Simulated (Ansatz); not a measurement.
# AlRu: pressure against volume per atom

Periodic Kohn-Sham DFT of a crystal at fixed atoms; pressure and stress are positive in compression; the energy is the free energy less that of spherical unpolarised free atoms; site moments are those in the method's own spheres, positive along +z. The results are calculated, by Ansatz 0.2.0.

Cell of the first row (space group Pm-3m, No. 221):
```
AlRu
1.0
      2.9305     0.0000     0.0000
      0.0000     2.9305     0.0000
      0.0000     0.0000     2.9305
Al Ru
1 1
Direct
  0.00000 0.00000 0.00000
  0.50000 0.50000 0.50000
```

Settings of every row: method frozen-core PAW; functional PBEsol; relativity scalar; k mesh 12x12x12; filling fermi-dirac; smearing width 0.05 eV; wave cutoff 420 eV; paw set soft_2.

Atom start moment: 0 on all atoms.

Limits: PAW files made with PBE.

| row | volume per atom (Å³) | pressure (GPa) |
| --- | --- | --- |
| 1 | 12.584 | 11.155 |
| 2 | 12.851 | 5.773 |
| 3 | 13.119 | 0.948 |
| 4 | 13.253 | -1.273 |
| 5 | 13.387 | -3.377 |
| 6 | 13.521 | -5.368 |
| 7 | 13.655 | ? |
| 8 | 13.922 | -10.728 |
| 9 | 14.19 | -13.838 |

Question: what pressure should row 7 give?

Worked fit of pressure. Take u = (V_r/V)^(2/3) − 1 with V_r = 13.32 Å³ an atom, which is twice the finite (Eulerian) strain; such expansions in the strain, on which the Birch-Murnaghan equation of state is built, carry the rest volume and the bulk modulus. The shown rows have u = 0.03862, 0.02418, 0.01019, 0.00337, -0.00334, -0.00994, -0.02904, -0.0413. Least squares give pressure = −2.3411 + 313.666 × u + 890.41 × u² + 911 × u³ GPa; a parabola predicts inner rows, each left out in turn, worse (root mean square 0.015 against 0.0067 GPa). The rows lie off it by 0.002, -0.004, -0.001, 0.001, 0.002, 0.004, -0.007, 0.003 (root mean square 0.0035 GPa). The pressure vanishes at u = 0.0073, or V = 13.18 Å³ an atom, and there the bulk modulus at fixed shape and fractions is B = −V dP/dV = (2/3)(1 + u) dP/du = 219 GPa. The withheld row has u = -0.01642, so the fit gives −2.3411 + 313.666 × (-0.01642) + 890.41 × (-0.01642)² + 911 × (-0.01642)³ = -7.255 GPa.

The calculation gave -7.254 GPa. The fit lies 0.001 GPa (0.004 % of the column's range) below it, one unit of the last digit.
